\section*{Yield--reliability relation with defect clustering}

\subsection*{Statement}

A die collects two kinds of random defect. A \emph{killer} defect makes it fail wafer test. A \emph{latent} defect, such as a locally thinned gate oxide or a partly voided copper via, passes test and can fail later under stress. The conventions are:
\begin{itemize}
\item $\lambda=DA$ is the expected number of killer defects on a die at local defect density $D$ (cm$^{-2}$) and critical area $A$ (cm$^2$). Its mean over all dies is $\lambda_0=D_0A$.
\item At given $\lambda$ the killer and latent counts are independent Poisson variables with means $\lambda$ and $g\lambda$. The ratio $g$ is the same on every die.
\item The test finds every killer defect and no latent one. $Y$ is the random-defect yield, with systematic and parametric losses divided out.
\item $R$ is the probability that a die \emph{which passed test} carries no latent defect, and $1-R$ is quoted in parts per million (ppm) of passing dies.
\end{itemize}
If $\lambda$ is the same on every die,
\begin{equation}
R_{\mathrm P}=Y^{g}.
\label{eq:poisson}
\end{equation}
If $\lambda$ is gamma distributed with shape $\alpha>0$ (the clustering parameter, with $\operatorname{Var}\lambda=\lambda_0^2/\alpha$) and both defect kinds share it, then $Y=(1+\lambda_0/\alpha)^{-\alpha}$ and
\begin{equation}
R=\left[1+g\left(1-Y^{1/\alpha}\right)\right]^{-\alpha}.
\label{eq:main}
\end{equation}
For $0<Y<1$ and $g>0$ this obeys
\begin{equation}
R>(1+g)^{-\alpha},\qquad R>Y^{g},\qquad \lim_{\alpha\to\infty}R=Y^{g},
\label{eq:bounds}
\end{equation}
and the floor $(1+g)^{-\alpha}$ is approached as $Y\to0$. For a microprocessor with the assumed inputs $Y=0.7$, $g=0.01$ and $\alpha=2$, Eq.~\eqref{eq:main} gives $1-R=3259$~ppm, the Poisson rule gives 3560~ppm, and the floor caps $1-R$ at 19704~ppm. For $\alpha=2$ the result is reproduced exactly by a Markov chain with four transient states.

\subsection*{The two-stage model}

Let a wafer lie open to particles during two successive stages, for example two queue intervals before a protective layer is deposited. Each stage ends at a constant rate $\mu$, so that its duration is exponentially distributed. While a stage lasts, killer defects land on a given die at rate $\kappa$ and latent defects at rate $g\kappa$. Only the ratio $a=\kappa/\mu$, the mean number of killers per stage, enters. A long exposure raises both counts together, and this is the shared density.

The die is in stage 1 or 2 and is either clean ($C_1$, $C_2$) or carries at least one latent defect ($L_1$, $L_2$). There are three absorbing states: $G$ (passes, no latent defect), $B$ (passes, with a latent defect) and $K$ (killed). When several constant rates compete, each event comes first with probability equal to its rate divided by the sum. From a clean state the rates are $\mu$, $\kappa$, $g\kappa$. From an $L$ state a further latent defect changes nothing, so only $\mu$ and $\kappa$ compete. Define
\begin{equation}
p=\frac{1}{1+(1+g)a},\qquad y=\frac{1}{1+a}.
\end{equation}
A clean state is left by the end of the stage with probability $p$, by a killer with probability $ap$, and by a latent defect with probability $gap$. An $L$ state is left by the end of the stage with probability $y$ and by a killer with probability $1-y$. With rows in the order $C_1,C_2,L_1,L_2$, the transient-to-transient matrix $Q$ and the transient-to-absorbing matrix $S$ (columns $G,B,K$) are
\begin{equation}
Q=\begin{pmatrix}0&p&gap&0\\0&0&0&gap\\0&0&0&y\\0&0&0&0\end{pmatrix},\qquad
S=\begin{pmatrix}0&0&ap\\p&0&ap\\0&0&1-y\\0&y&1-y\end{pmatrix}.
\end{equation}

\subsection*{Closed-form solution}

The absorption probabilities from the start $C_1$ form the first row of $(I-Q)^{-1}S$. No path makes more than two jumps among transient states, so $Q^3=0$ and $(I-Q)^{-1}=I+Q+Q^2$. Its first row, the probability of visiting each transient state, is
\begin{equation}
\bigl(1,\;p,\;gap,\;gap\,(p+y)\bigr).
\end{equation}
Multiplying by the first two columns of $S$ gives
\begin{equation}
P_G=p^2,\qquad P_B=gap\,y\,(y+p).
\end{equation}
The two terms of $P_B$ are the paths $C_1L_1L_2B$ and $C_1C_2L_2B$. The definitions give $1/p-1/y=ga$, hence $y-p=gap\,y$, and so
\begin{equation}
P_B=y^2-p^2,\qquad Y=P_G+P_B=y^2,\qquad P_K=1-y^2 .
\end{equation}
The yield does not depend on $g$, as it must, since latent defects are invisible to the test. The reliability of passing dies is $P_G/Y$. With $a/(1+a)=1-y$,
\begin{equation}
R=\frac{p^2}{y^2}=\left[\frac{1+(1+g)a}{1+a}\right]^{-2}=\bigl[1+g(1-y)\bigr]^{-2},\qquad y=Y^{1/2},
\label{eq:two}
\end{equation}
which is Eq.~\eqref{eq:main} at $\alpha=2$. A chain of $n$ equal stages has $P_G=p^n$ and $Y=y^n$, because the stages are independent, and gives Eq.~\eqref{eq:main} at $\alpha=n$ with $\lambda_0=na$.

The chain also shows the origin of the floor. A stage of duration $t$ has density $\mu e^{-\mu t}$ and leaves the die unkilled with probability $e^{-\kappa t}$. Among survivors the duration is therefore exponential with the larger rate $\mu+\kappa$. Latent defects still arrive at rate $g\kappa$, so a survivor stays clean through the stage with probability
\begin{equation}
\frac{\mu+\kappa}{\mu+\kappa+g\kappa}=\frac{1}{1+g(1-y)}>\frac{1}{1+g}.
\end{equation}
However large $\kappa$ becomes, the test keeps only dies whose exposure was of order $1/\kappa$ or shorter, and the mean number of latent defects gathered per stage, $g\kappa/(\mu+\kappa)$, stays below $g$.

\subsection*{Numbers}

The inputs $Y=0.7$, $g=0.01$, $\alpha=2$ and a critical area $A=1.5$~cm$^2$ are all assumed, and the results are the model's. The digits below serve to display the identities. As statements about a product they would carry the uncertainty of $g$, to which $1-R$ is nearly proportional.

From $Y=y^2$, $y=0.836660$ and $a=1/y-1=0.195229$. Then $\lambda_0=2a=0.390457$ and $D_0=0.260$~cm$^{-2}$. A Poisson reading of the same yield would give $\lambda_0=-\ln Y=0.356675$ and $D_0=0.238$~cm$^{-2}$. The jump probabilities from a clean state are
\begin{equation}
p=0.835296,\qquad ap=0.163074,\qquad gap=0.0016307 .
\end{equation}
The two paths into $B$ contribute $gap\,y^2=0.0011415$ and $gap\,yp=0.0011397$. Of $10^6$ dies, on average 697719 end in $G$, 2281 in $B$ and 300000 in $K$, so that
\begin{equation}
R=0.996741,\qquad 1-R=3259~\text{ppm},
\end{equation}
against $R_{\mathrm P}=0.996440$, or 3560~ppm. Clustering lowers the latent fraction by 8.5\,\% at this yield.

The selection by the test can be read off directly. Before test, a die escapes latent defects in each stage with probability $1/(1+ga)$, so the latent fraction of all dies is $1-(1+ga)^{-2}=3893$~ppm. Removing the share $P_B$ of passing dies and dividing by $P_K$ gives 5373~ppm among rejected dies. The mean latent count falls from $g\lambda_0=0.003905$ on an untested die to $2g(1-y)=0.003267$ on a passing die, a reduction by the factor $y$.

Chains of $n$ equal stages at fixed $Y=0.7$ and $g=0.01$ give:
\begin{center}
\begin{tabular}{cccc}
\hline
$n=\alpha$ & $\lambda_0$ & $1-R$ (ppm) & cap $1-(1+g)^{-n}$ (ppm)\\
\hline
1 & 0.4286 & 2991 & 9901\\
2 & 0.3905 & 3259 & 19704\\
4 & 0.3731 & 3405 & 39020\\
$\infty$ & 0.3567 & 3560 & none\\
\hline
\end{tabular}
\end{center}
Stronger clustering demands a higher mean defect density for the same yield, and yet leaves the passing dies cleaner. The gap widens at low yield. At $Y=0.01$ the two-stage chain gives 17760~ppm, close to its cap, while the Poisson rule gives 45007~ppm.

\subsection*{Proof of the general statement}

At given $\lambda$ the probability of no killer is $e^{-\lambda}$, and that of no defect of either kind is $e^{-(1+g)\lambda}$. With $M(s)=\langle e^{-s\lambda}\rangle$ averaged over dies,
\begin{equation}
Y=M(1),\qquad R=\frac{M(1+g)}{M(1)} .
\label{eq:ratio}
\end{equation}
For a fixed $\lambda=\lambda_0$, $M(s)=e^{-s\lambda_0}$, so $R=e^{-g\lambda_0}=Y^g$, which is Eq.~\eqref{eq:poisson}. For the gamma density with mean $\lambda_0$,
\begin{equation}
M(s)=\int_0^\infty\frac{(\alpha/\lambda_0)^{\alpha}\lambda^{\alpha-1}}{\Gamma(\alpha)}\,e^{-\alpha\lambda/\lambda_0}\,e^{-s\lambda}\,d\lambda=\left(1+\frac{s\lambda_0}{\alpha}\right)^{-\alpha}.
\label{eq:laplace}
\end{equation}
Setting $a=\lambda_0/\alpha$ and $y=1/(1+a)$ gives $Y=y^\alpha$, and Eq.~\eqref{eq:ratio} becomes $R=[1+ga/(1+a)]^{-\alpha}=[1+g(1-y)]^{-\alpha}$. This is Eq.~\eqref{eq:main} for any real $\alpha>0$. Since $1-Y^{1/\alpha}<1$, the first bound of Eq.~\eqref{eq:bounds} follows, and it is reached in the limit $Y\to0$.

For the other two statements put $L=-\ln Y>0$ and write
\begin{equation}
-\ln R=\alpha f(L/\alpha),\qquad f(u)=\ln\!\left[1+g\left(1-e^{-u}\right)\right],\qquad f'(u)=\frac{g}{(1+g)e^{u}-g}.
\label{eq:f}
\end{equation}
The derivative decreases with $u$, so $f$ is strictly concave, with $f(0)=0$ and $f'(0)=g$. For such a function $f(u)/u$ decreases in $u$ and tends to $g$ as $u\to0$. Because $-\ln R=L\,f(u)/u$ with $u=L/\alpha$, the reliability falls steadily as $\alpha$ grows at fixed $Y$ and tends to $e^{-gL}=Y^g$ from above. With $f''(0)=-g(1+g)$ the approach is
\begin{equation}
\ln R=g\ln Y+\frac{g(1+g)(\ln Y)^2}{2\alpha}+O(\alpha^{-2}).
\label{eq:expansion}
\end{equation}
At $\alpha=2$ the correction term is $3.21\times10^{-4}$ and the exact value of $\ln R-g\ln Y$ is $3.03\times10^{-4}$, so the omitted terms amount to 6\,\% of the clustering effect.

\subsection*{The model beside the general statement}

\emph{Why the agreement is exact.} The total exposure $T$ of the chain is the sum of two exponential durations, with density
\begin{equation}
\int_0^T\mu e^{-\mu t}\,\mu e^{-\mu(T-t)}\,dt=\mu^2Te^{-\mu T}.
\end{equation}
The variable $\lambda=\kappa T$ is therefore gamma distributed with shape 2 and mean $2a$, and the chain evaluates Eq.~\eqref{eq:laplace} without approximation. For $n$ stages the relative spread of $T$ is $n^{-1/2}$. At fixed total mean the exposure becomes sharp as $n\to\infty$, which is the Poisson limit. The chain reaches only integer $\alpha$. Other values, including the strongly clustered range $\alpha<1$, rest on Eq.~\eqref{eq:laplace}.

\emph{What holds for any shared density.} The function $x^{1+g}$ is convex, so Jensen's inequality applied to $x=e^{-\lambda}$ gives $M(1+g)\ge M(1)^{1+g}$, that is $R\ge Y^g$. The Poisson rule is the most pessimistic reading of a given yield whenever the two defect kinds share one density with a fixed ratio $g$.

\emph{What depends on the gamma form.} Let the two stages have different mean durations, with survival probabilities $y_1y_2=Y$. The stage factors still multiply,
\begin{equation}
R=\bigl[1+g(1-y_1)\bigr]^{-1}\bigl[1+g(1-y_2)\bigr]^{-1}.
\end{equation}
Here $-\ln R=f(u_1)+f(u_2)$ with $u_i=-\ln y_i$ and $u_1+u_2=L$. Concavity of $f$ makes the sum largest for equal stages and smallest when one stage vanishes, so at $Y=0.7$ the latent fraction runs between 2991 and 3259~ppm. The pair $(Y,g)$ alone does not fix $R$. The floor is special too. It needs a density that extends down to $\lambda=0$. Adding an unclustered background $b$, so that $\lambda=b+\kappa T$, multiplies $M(s)$ by $e^{-sb}$, which gives $Y=e^{-b}y^{\alpha}$ and $R=e^{-gb}[1+g(1-y)]^{-\alpha}$. This tends to zero as $b$ grows, for instance with die area.

\emph{What depends on sharing.} If latent defects came from separate stages, with independent durations of the same distribution, the test would carry no information on them and
\begin{equation}
R_{\mathrm{ind}}=(1+ga)^{-\alpha}=\left[1+g\left(Y^{-1/\alpha}-1\right)\right]^{-\alpha}.
\end{equation}
This is the untested value found above, 3893~ppm, which is worse than the Poisson rule at the same yield and has no floor.

\subsection*{Activation and burn-in}

$R$ counts dies free of latent defects, whether or not a defect has yet failed. If each latent defect fails independently by time $t$ with probability $F(t)$, the failed ones are Poisson with mean $gF(t)\lambda$, and the survival probability at $t$ is Eq.~\eqref{eq:main} with $g$ replaced by $gF(t)$. A burn-in that activates a fraction $\phi$ of the latent defects, rejects those dies and creates no new defects leaves survivors with
\begin{equation}
R_{\mathrm{bi}}=\frac{M(1+g)}{M(1+g\phi)}=\left[\frac{1+g\phi\,(1-y)}{1+g\,(1-y)}\right]^{\alpha}.
\end{equation}
Early-life failure levels of shipped microprocessors are typically a few hundred ppm or less. The model's 3259~ppm lies above that by roughly an order of magnitude or more, because it counts every latent defect on dies that have seen no stress screen. An assumed $\phi=0.9$, chosen to bring the figure to the typical order and hence no test of the model, gives the model value $1-R_{\mathrm{bi}}=326$~ppm.